\section*{Solution key: exchange renormalisation of the surface Dirac cone of Bi$_2$Se$_3$}

\subsection*{(a) Model, conventions and dimensional analysis}

The surface band is $H_0=\hbar v_0(\sigma_xk_y-\sigma_yk_x)+\Delta\sigma_z=E_k\,\hat{\mathbf n}_{\mathbf k}\cdot\boldsymbol\sigma$, with $E_k=\sqrt{(\hbar v_0k)^2+\Delta^2}$. The Pauli matrices act on the Kramers pair, there is one cone, and the gap is $2\Delta$. The in-plane part of $\hat{\mathbf n}$ is $\hat{\mathbf k}$ turned by a right angle, so angles between pseudospins equal angles between wave vectors, as in graphene. For charges on the plane between vacuum and an isotropic dielectric,
\begin{equation}
V(q)=\frac{2\pi g}{q},\qquad g=\frac{e^2}{4\pi\epsilon_0\bar\epsilon},\qquad \bar\epsilon=\frac{1+\epsilon}{2},\qquad \alpha=\frac{g}{\hbar v_0}.
\end{equation}
The Hartree term is cancelled by the background. The density matrix is counted from the neutral value $1/2$, which drops a spin-independent term of order $g\Lambda$. With the lower band filled, $\rho-1/2=-\hat{\mathbf n}\cdot\boldsymbol\sigma/2$, and the Fock operator is
\begin{equation}
\Sigma(\mathbf k)=\frac12\int_{k'<\Lambda}\frac{d^2k'}{(2\pi)^2}\,\frac{2\pi g}{|\mathbf k-\mathbf k'|}\,\hat{\mathbf n}_{\mathbf k'}\cdot\boldsymbol\sigma .
\label{fock}
\end{equation}
The constant $g$ has the dimension J\,m of $\hbar v_0$, so $\alpha$ is a pure number at every length scale. The in-plane part must have the form
\begin{equation}
\Sigma_\parallel=\frac{gk}{4}\,B\!\left(\frac{\Lambda}{k},\frac{k_\Delta}{k},\frac{k_F}{k},\frac{k_T}{k},kR_c\right),\qquad k_\Delta=\frac{\Delta}{\hbar v_0},\quad k_T=\frac{k_BT}{\hbar v_0},
\end{equation}
where $R_c$ is a range at which the exchange sum may be cut. A term $g\Lambda$ along the pseudospin vanishes by rotational symmetry. The next order in $k/k'$ has the weight $dk'/k'$, hence a logarithm. The phase velocity is $v_{\rm p}=E/\hbar k=v_0(1+\alpha B/4)$ and the group velocity is $v_{\rm g}=v_0(1+\alpha B_{\rm g}/4)$, with $B_{\rm g}=d(kB)/dk$.

Inputs. The compiled values are $E_g=0.3$ eV (Park 2016), $\epsilon_\infty=29$ and $\epsilon_{\rm s}=113$ at 300 K with direction not given (Rakita 2019), and $a=0.4143$ nm, $c=2.8636$ nm (Luo 2012). The velocity $v_0=5.0\times10^5$ m/s is a typical value taken as given, so $\hbar v_0=0.329$ eV\,nm. The cone is taken to end at $\Lambda=E_g/\hbar v_0=0.912$ nm$^{-1}$, which is a choice of the model. Then $\alpha=4.38$ in vacuum, $\alpha_\infty=0.292$ for $\bar\epsilon=15$, and $\alpha_{\rm s}=0.077$ for $\bar\epsilon=57$.

\subsection*{(b) Massless neutral cone}

With $K$ and $E$ the complete elliptic integrals of modulus $t<1$,
\begin{equation}
\int_0^{2\pi}\frac{\cos\theta\,d\theta}{\sqrt{1+t^2-2t\cos\theta}}=\frac{4[K(t)-E(t)]}{t},\qquad \frac4\pi(K-E)=t^2+\frac38t^4+\frac{15}{64}t^6+\dots
\label{ang}
\end{equation}
Putting $t=k'/k$ for $k'<k$ and $t=k/k'$ for $k'>k$, with $X=\Lambda/k>1$,
\begin{equation}
B=\frac4\pi\int_0^1(K-E)\,dt+\frac4\pi\int_{1/X}^1\frac{K-E}{t^3}\,dt=\ln X+C-\frac{3}{16X^2}-\frac{15}{256X^4}-\dots
\label{B}
\end{equation}
The constant follows from real space. The identity $1/|\mathbf k-\mathbf k'|=\int_0^\infty J_0(|\mathbf k-\mathbf k'|r)\,dr$ and the addition theorem give, for an in-plane weight $f(k')$,
\begin{equation}
\Sigma_\parallel=\frac g2\int_0^\infty dr\,J_1(kr)\int_0^\infty dk'\,k'J_1(k'r)f(k').
\label{real}
\end{equation}
For $f=e^{-k'\ell}$ the inner integral is $r/(r^2+\ell^2)^{3/2}$. Integration by parts, $2J_1'=J_0-J_2$ and $\int_0^\infty J_\nu(kr)(r^2+\ell^2)^{-1/2}dr=I_{\nu/2}K_{\nu/2}$ at argument $z=k\ell/2$ give $B=I_0(z)K_0(z)-I_1(z)K_1(z)$. For small $z$ this is $\ln(4/k\ell)-\gamma-1/2$, with $\gamma$ Euler's constant. Since the shape of $f$ at $k'\gg k$ enters only through $\int f\,dk'/k'$, the exponential is equivalent to a sharp cutoff $\Lambda=e^{-\gamma}/\ell$. Therefore $C=\ln4-1/2=0.886$ and
\begin{equation}
B=\ln\frac{4\Lambda}{k}-\frac12-\frac{3k^2}{16\Lambda^2},\qquad B_{\rm g}=\ln\frac{4\Lambda}{k}-\frac32-\frac{9k^2}{16\Lambda^2}\qquad(k\ll\Lambda).
\label{small}
\end{equation}
For $k\gg\Lambda$, outside the physical range, only the first series term of \eqref{ang} with $t<\Lambda/k$ is left and $B\to(\Lambda/k)^3/3$.

Three remarks complete the answer. First, $\Sigma$ is parallel to $\hat{\mathbf n}\cdot\boldsymbol\sigma$ and leaves the eigenvectors unchanged, so \eqref{B} is the self-consistent Hartree--Fock solution of unbroken symmetry and not only its first iteration. Second, $C$ depends on the cutoff: bounding the transfer $|\mathbf k-\mathbf k'|$ moves the boundary by $k\cos\theta$ and adds 1 to $B$. Third, the slope is free of $v_0$ and $\Lambda$:
\begin{equation}
v(k_1)-v(k_2)=\frac{g}{4\hbar}\ln\frac{k_2}{k_1}\qquad(k_1,k_2\ll\Lambda).
\label{slope}
\end{equation}
For $\bar\epsilon=15$, $g/4\hbar=3.6\times10^4$ m/s, or $8.4\times10^4$ m/s per decade of $k$. For $\bar\epsilon=57$ it is $2.2\times10^4$ m/s per decade.

\subsection*{(c) Mass term at first order in $\alpha$}

At $k=0$ the $\sigma_z$ part of \eqref{fock}, and the part linear in $k$ with $f=k'/\sqrt{k'^2+k_\Delta^2}$, contain the same integral $A=\int_0^\Lambda dk'/\sqrt{k'^2+k_\Delta^2}$:
\begin{equation}
\frac{\Delta^*}{\Delta}=1+\frac\alpha2A,\qquad \frac{v}{v_0}=1+\frac\alpha4A,\qquad A=\operatorname{arsinh}\frac{\hbar v_0\Lambda}{\Delta}.
\label{mass}
\end{equation}
The velocity has half the coefficient because of the average $\langle\cos^2\theta\rangle=1/2$. For $\Delta\ll\hbar v_0\Lambda$, $A=\ln(2\Lambda/k_\Delta)+k_\Delta^2/4\Lambda^2$. For $\Delta\gg\hbar v_0\Lambda$, $A=\Lambda/k_\Delta-\Lambda^3/6k_\Delta^3$ and the shift saturates at $g\Lambda/2$.

The $k$ dependence for $k,k_\Delta\ll\Lambda$ is closed. In \eqref{real} the inner integral becomes $e^{-k_\Delta r}(1+k_\Delta r)/r^2$ in place of $1/r^2$. With $y=k_\Delta/k$, the derivative of $B$ is $-2y\int_0^\infty J_1(r)e^{-yr}dr=-2y+2y^2/\sqrt{1+y^2}$. The $\sigma_z$ part has $J_0$ in place of $J_1$ and the inner integral $k_\Delta e^{-k_\Delta r}/r$. The results are
\begin{equation}
B=\ln\frac{4\Lambda}{k}-\frac12-y^2+y\sqrt{1+y^2}-\operatorname{arsinh}y,\qquad
\Sigma_z=\frac{\alpha\Delta}{2}\ln\frac{4\Lambda}{k_\Delta+\sqrt{k_\Delta^2+k^2}} .
\label{massk}
\end{equation}
For $k\gg k_\Delta$ the mass lowers $B$ by $k_\Delta^2/k^2$. For $k\ll k_\Delta$, $B=\ln(2\Lambda/k_\Delta)-3k^2/8k_\Delta^2$ and $\Sigma_z(k)=\Sigma_z(0)-gk^2/8k_\Delta$. In the band-edge mass the logarithms of $\Delta^*$ and $v^2$ cancel and the curvature of $\Sigma_z$ remains: $1/m^*=(v_0^2/\Delta)(1-\alpha/4)$.

A mass tilts the eigenvectors, so iteration now matters. To leading logarithms, with $l=\ln(\Lambda/k)$, $v=v_0(1+\alpha l/4)$ and $d\ln\Delta/dl=g/2\hbar v(l)$, so $\Delta(l)=\Delta\,(1+\alpha l/4)^2$. The first correction to \eqref{mass} is $(\alpha A/4)^2$.

For an illustrative $\Delta=25$ meV, $k_\Delta=0.076$ nm$^{-1}$ and $A=3.18$. The factor $\Delta^*/\Delta$ is 1.46 with $\alpha_\infty$ and 1.12 with $\alpha_{\rm s}$. The iteration term is 0.05 for $\alpha_\infty$, and terms of order $\alpha^2A$ are of like size because $A$ is only about 3.

\subsection*{(d) Doping, temperature and truncation as infrared cutoffs}

Doping at $T=0$. Filling the upper band to $k_F$, with density $n=k_F^2/4\pi$, cancels the pseudospin polarisation for $k'<k_F$. From \eqref{ang}, $B=\ln(\Lambda/k_F)+3k^2/16k_F^2$ for $k\ll k_F\ll\Lambda$, while for $k\gg k_F$ the value \eqref{small} is lowered by $(k_F/k)^3/3$. A spin-independent term $-(gk_F/\pi)E(k/k_F)$ appears for $k<k_F$ and tends to $-gk_F^2/4k$ for $k\gg k_F$. At $k_F$ the slope of the upper band diverges as $(g/\pi)\ln(k_F/|k-k_F|)$, the defect that unscreened exchange has at any Fermi surface. The Thomas--Fermi wave vector of one cone, $q_{\rm TF}=\alpha k_F$, cuts it off at a relative change of order $(\alpha/\pi)\ln(1/\alpha)$, about 0.1 for $\alpha_\infty$.

Temperature at neutrality. At first order in $\alpha$, $f=\tanh(k'/2k_T)$. For $k\ll k_T\ll\Lambda$,
\begin{equation}
B=\ln\frac{2e^{\gamma}\Lambda}{\pi k_T}-\frac{21\zeta(3)}{32\pi^2}\frac{k^2}{k_T^2},
\end{equation}
where the first term is $\int_0^\Lambda f\,dk'/k'$ and the second is $3k^2/8$ times the finite part of $\int f\,dk'/k'^3$, using $\int_0^\infty(\tanh u-u)u^{-3}du=-7\zeta(3)/\pi^2$. For $k\gg k_T$, $1-f=2/(e^{k'/k_T}+1)$ lowers \eqref{small} by $3\zeta(3)(k_T/k)^3$. For $k_T\gg\Lambda$, $B\to\Lambda/2k_T$ at small $k$. Thermal carriers screen below $2\ln2\,\alpha k_T=0.40\,k_T$ for $\alpha_\infty$, which is not far below $k_T$, so the constant under the logarithm is less secure than its slope.

Truncation. Ending the $r$ integral of \eqref{real} at $R_c$, with $kR_c\ll1$ and $J_1\approx kr/2$, gives $B=\operatorname{arsinh}(R_c/\ell)-R_c/\sqrt{R_c^2+\ell^2}\to\ln(2e^{\gamma-1}\Lambda R_c)$.

Each limit has the form $B=\ln(\Lambda/k_*)$. A crossover is defined as the $k$ at which the saturated value equals the running value, whose $k_*$ is $e^{1/2}k/4$.
\begin{center}
\begin{tabular}{lcc}
\hline
largest infrared scale & $k_*$ & crossover $k$\\
\hline
wave vector & $0.412\,k$ & \\
mass & $k_\Delta/2$ & $1.21\,k_\Delta$\\
doping & $k_F$ & $2.43\,k_F$\\
temperature & $0.882\,k_T$ & $2.14\,k_T$\\
truncation & $0.763/R_c$ & $1.85/R_c$\\
\hline
\end{tabular}
\end{center}
For the logarithm to run down to $k=0.1$ nm$^{-1}$, the model needs $k_F<0.041$ nm$^{-1}$, that is $n<1.4\times10^{14}$ m$^{-2}$, and $T<1.8\times10^2$ K. At 300 K, $k_T=0.079$ nm$^{-1}$, the crossover lies at 0.17 nm$^{-1}$, and the saturated $v/v_0$ is 1.19 with $\alpha_\infty$. For $\Delta=25$ meV the crossover lies at 0.092 nm$^{-1}$.

\subsection*{(e) Weak and strong coupling}

Two effects grow with $\alpha$. The first lies outside Hartree--Fock. The static interband polarisability of one neutral cone is $q/16\hbar v_0$ per unit area and energy, so the interaction is divided by $1+\pi\alpha/8$. The added term is 0.11 for $\alpha_\infty$, so slopes such as \eqref{slope} are too large by about a tenth. In vacuum it is 1.72 and unscreened exchange is no starting point.

The second lies inside Hartree--Fock: a spontaneous isotropic mass, which on this surface is an out-of-plane spin polarisation. The linearised gap equation at fixed velocity is $\Delta(k)=(\alpha/2)\int_0^\Lambda dk'\,(2/\pi k_>)K(k_</k_>)\,\Delta(k')$, where $k_<$ and $k_>$ are the smaller and larger of $k$ and $k'$. On the infinite range the kernel maps $k^{-s}$ to $M(s)k^{-s}$, and two Mellin integrals of $J_0$ give
\begin{equation}
M(s)=\frac{\Gamma(s/2)\,\Gamma((1-s)/2)}{2\,\Gamma(1-s/2)\,\Gamma((1+s)/2)}=\frac1s+\ln4+O(s).
\end{equation}
Small $s$ gives $s=\alpha/2$, the coefficient in \eqref{mass}. The kernel is positive, symmetric and scale invariant, so it is diagonal in $k^{-1/2+i\tau}$ and its norm is $M(1/2)$. A solution needs $(\alpha/2)M(1/2)\ge1$, that is
\begin{equation}
\alpha\ge\alpha_c=\frac{4\,\Gamma(3/4)^2}{\Gamma(1/4)^2}=0.457 .
\end{equation}
A finite $\Lambda$ and the running velocity $v_{\rm p}(k')\ge v_0$ in the denominator can only lower the norm, so the massless solution is stable in this channel for $\alpha<0.457$. This holds for $\alpha_\infty$. At the given $v_0$ the bound corresponds to $\epsilon=18$.

\subsection*{(f) Which dielectric constant: the phonon crossover}

The two compiled constants differ by lattice polarisation, which follows only slow fields. A single oscillator on the imaginary axis, $\epsilon(i\Omega)=\epsilon_\infty+(\epsilon_{\rm s}-\epsilon_\infty)\omega_T^2/(\omega_T^2+\Omega^2)$, gives
\begin{equation}
g(i\Omega)=g_\infty-\delta g\,\frac{\omega_s^2}{\omega_s^2+\Omega^2},\qquad \delta g=g_\infty-g_{\rm s},\qquad \omega_s=\omega_T\sqrt{\frac{1+\epsilon_{\rm s}}{1+\epsilon_\infty}} .
\end{equation}
With an approximate $\hbar\omega_T=8$ meV as input, $\hbar\omega_s=16$ meV, $k_{\rm ph}=\omega_s/v_0=0.047$ nm$^{-1}$, $\Lambda/k_{\rm ph}=19$ and $\delta\alpha=\alpha_\infty-\alpha_{\rm s}=0.215$. The first term gives the Fock operator with $g_\infty$. The second goes beyond Hartree--Fock. Closing the frequency contour at first order, with band projectors $P_\pm$ and energy variable $i\nu$,
\begin{equation}
\Sigma_{\rm ph}=\int\frac{d^2k'}{(2\pi)^2}\frac{2\pi\,\delta g}{|\mathbf k-\mathbf k'|}\frac{\hbar\omega_s}{2}\left[\frac{P_+}{i\nu-\hbar\omega_s-E_{k'}}+\frac{P_-}{i\nu+\hbar\omega_s+E_{k'}}\right].
\label{ph}
\end{equation}
For $\Delta=0$ and $\nu=0$ this is \eqref{fock} with $g\to-\delta g$ and weight $f=k_{\rm ph}/(k_{\rm ph}+k')$, equivalent to a sharp cutoff at $k_{\rm ph}$. The term linear in $i\nu$ at $k=0$ is $-i\nu\,\delta\alpha\int_0^\infty dk'\,k_{\rm ph}/2(k_{\rm ph}+k')^2=-i\nu\,\delta\alpha/2$, which multiplies all low energies by $1-\delta\alpha/2$. Hence
\begin{equation}
\frac{v_{\rm p}}{v_0}=1+\frac{\alpha_{\rm s}}4\left[\ln\frac{4k_{\rm ph}}{k}-\frac12\right]+\frac{\alpha_\infty}4\ln\frac{\Lambda}{k_{\rm ph}}-\frac{\delta\alpha}{2}\qquad(k\ll k_{\rm ph}\ll\Lambda).
\label{ret}
\end{equation}
The slope of the logarithm falls from $\alpha_\infty/4$ to $\alpha_{\rm s}/4$ at $k_{\rm ph}$, and the steep part spans only 1.3 decades. At $k=0.005$ nm$^{-1}$ the three terms are 0.06, 0.22 and $-0.11$, so $v_{\rm p}/v_0=1.17$, against 1.44 and 1.12 from \eqref{small} with $\alpha_\infty$ and $\alpha_{\rm s}$ alone. Omitted terms of order $\delta\alpha\,k/k_{\rm ph}=0.02$ make the second decimal uncertain. For $k\gg k_{\rm ph}$, \eqref{ph} on the energy shell is of order $\delta\alpha\,\hbar\omega_s$ up to a logarithm, a fraction $\delta\alpha\,k_{\rm ph}/k$ of the band energy.

For the massive cone, \eqref{ph} is evaluated at $k=0$ and $i\nu=\Delta$, where $P_\pm\to(1\pm\Delta/E_{k'})/2$. With $E_{k'}=\Delta\cosh\tau$ and $w=\hbar\omega_s/\Delta$,
\begin{equation}
\frac{\delta\Delta}{\Delta}=-\frac{\delta\alpha\,w}{4}\int_0^{A}\frac{4\cosh\tau+2w}{(\cosh\tau+w)^2-1}\,d\tau .
\end{equation}
For $w\to\infty$ this tends to $-\delta\alpha A/2$ and restores the static result. For $\Delta=25$ meV, $w=0.62$ and the shift is $-0.16$, so the model's first-order gap factor is 1.30.

\subsection*{(g) Numbers for the neutral massless cone}

The series \eqref{B} and its derivative give, at $T=0$:
\begin{center}
\begin{tabular}{cccccccc}
\hline
$k$ (nm$^{-1}$) & $\hbar v_0k$ (meV) & $B$ & $B_{\rm g}$ & $v_{\rm p}/v_0$, $\alpha_\infty$ & $v_{\rm g}/v_0$, $\alpha_\infty$ & $v_{\rm p}/v_0$, $\alpha_{\rm s}$ & $\delta\alpha\,k_{\rm ph}/k$\\
\hline
0.4 & 132 & 1.67 & 0.59 & 1.12 & 1.04 & 1.03 & 0.03\\
0.2 & 66 & 2.39 & 1.38 & 1.17 & 1.10 & 1.05 & 0.05\\
0.1 & 33 & 3.09 & 2.09 & 1.23 & 1.15 & 1.06 & 0.10\\
\hline
\end{tabular}
\end{center}
The entries belong to the sharp cutoff. A factor of 2 in $\Lambda$ shifts the $\alpha_\infty$ columns by $\alpha_\infty\ln2/4=0.05$, and the transfer cutoff shifts them by $\alpha_\infty/4=0.07$. The rise of $v_{\rm p}/v_0$ by 0.10 from the first row to the last is nearly free of these choices, since the logarithm alone gives $(\alpha_\infty/4)\ln4=0.10$. The phonon scale in the last row is as large as that rise, so the logarithm with $\epsilon_\infty$ is not cleanly separated from phonon structure anywhere below about 0.1 nm$^{-1}$.

Other neglected terms are as follows. The surface state typically lies mostly within the first quintuple layer, of thickness $d=c/3=0.95$ nm. Since $\Lambda d=0.87$, its form factor and the rise of $\bar\epsilon$ towards $\epsilon$ for buried charge act near the cutoff and lower $B$ by an amount of order one. Hexagonal warping $\lambda k^3\cos3\varphi\,\sigma_z$, with an approximate $\lambda=0.13$ eV\,nm$^3$, has $\lambda\Lambda^2/\hbar v_0=0.33$. It shortens the in-plane pseudospin by $(\lambda k'^2/\hbar v_0)^2/4$ on angular average and lowers $B$ by $(\lambda\Lambda^2/\hbar v_0)^2/16=0.007$, which is negligible. A spin-independent $k^2$ term leaves the eigenvectors and hence $\Sigma$ unchanged but adds to $v_{\rm g}$. In a uniaxial crystal $\epsilon$ becomes the geometric mean of the in-plane and $c$-axis constants. If 29 were the in-plane value and the axial one were half of it, $\alpha_\infty$ would rise to 0.41. A film acts as a half-space only for thickness well above $1/k$, which is 10 quintuple layers at 0.1 nm$^{-1}$.

The model's group velocity at $k=0.1$ nm$^{-1}$ is $5.8\times10^5$ m/s. As typical knowledge, the slope near the Dirac point of Bi$_2$Se$_3$ is roughly 3 to $4\times10^5$ m/s and grows away from it, so the model lies too high by a factor of about 1.4 to 1.9 and has the opposite trend. The input $v_0$ is an already dressed velocity that belongs higher on the cone, band curvature is omitted, and common crystals are $n$-type with $k_F$ of the order of $\Lambda$, where part (d) leaves no logarithm.

\subsection*{(h) Consequences for a periodic calculation in a local basis}

The inner integral of \eqref{real} is the off-diagonal density matrix, which decays as $1/R^2$ between distant cells. The exchange matrix elements then fall as $g/R^3$. Their Bloch sum, weighted by $J_1(kR)\approx kR/2$ over the area element $R\,dR$, is $k\int dR/R$, the same logarithm. An exchange lattice sum that stops at $R_c$ returns a Dirac velocity that rises by $g/4\hbar$ for each factor $e$ in $R_c$ and never converges at $k=0$. To reach the crossover at $k=0.1$ nm$^{-1}$ requires $R_c=18.5$ nm, or 45 lattice constants. The surface reciprocal vector has length $b=4\pi/\sqrt3a=17.5$ nm$^{-1}$, so an $N\times N$ mesh has spacing $\Lambda$ at $N=19$ and spacing 0.1 nm$^{-1}$ at $N=175$. On coarser meshes the cone is represented by the single point $k=0$.

A slab calculation in pure Hartree--Fock uses the bare interaction, $\bar\epsilon=1$, because the polarisation of the bulk bands is a correlation effect. The slope is then $5.5\times10^5$ m/s per factor $e$, and $\alpha=4.38$ lies far above the range in which part (e) guarantees stability. A global hybrid functional with exact-exchange fraction $a_x$ acts at long range as $\bar\epsilon=1/a_x$. The fraction 1/4 of PBE0 gives $\alpha=1.09$, while the electronic screening of the half-space corresponds to $a_x=1/15=0.067$. A short-range hybrid with kernel $\operatorname{erfc}(\mu r)/r$ cuts the $R$ integral near $1/\mu$. For the HSE06 value $\mu=0.11/a_0=2.1$ nm$^{-1}$, with $a_0$ the Bohr radius, $\mu$ exceeds $\Lambda$, no interval $1/\Lambda<R<1/\mu$ exists, and the logarithm is absent.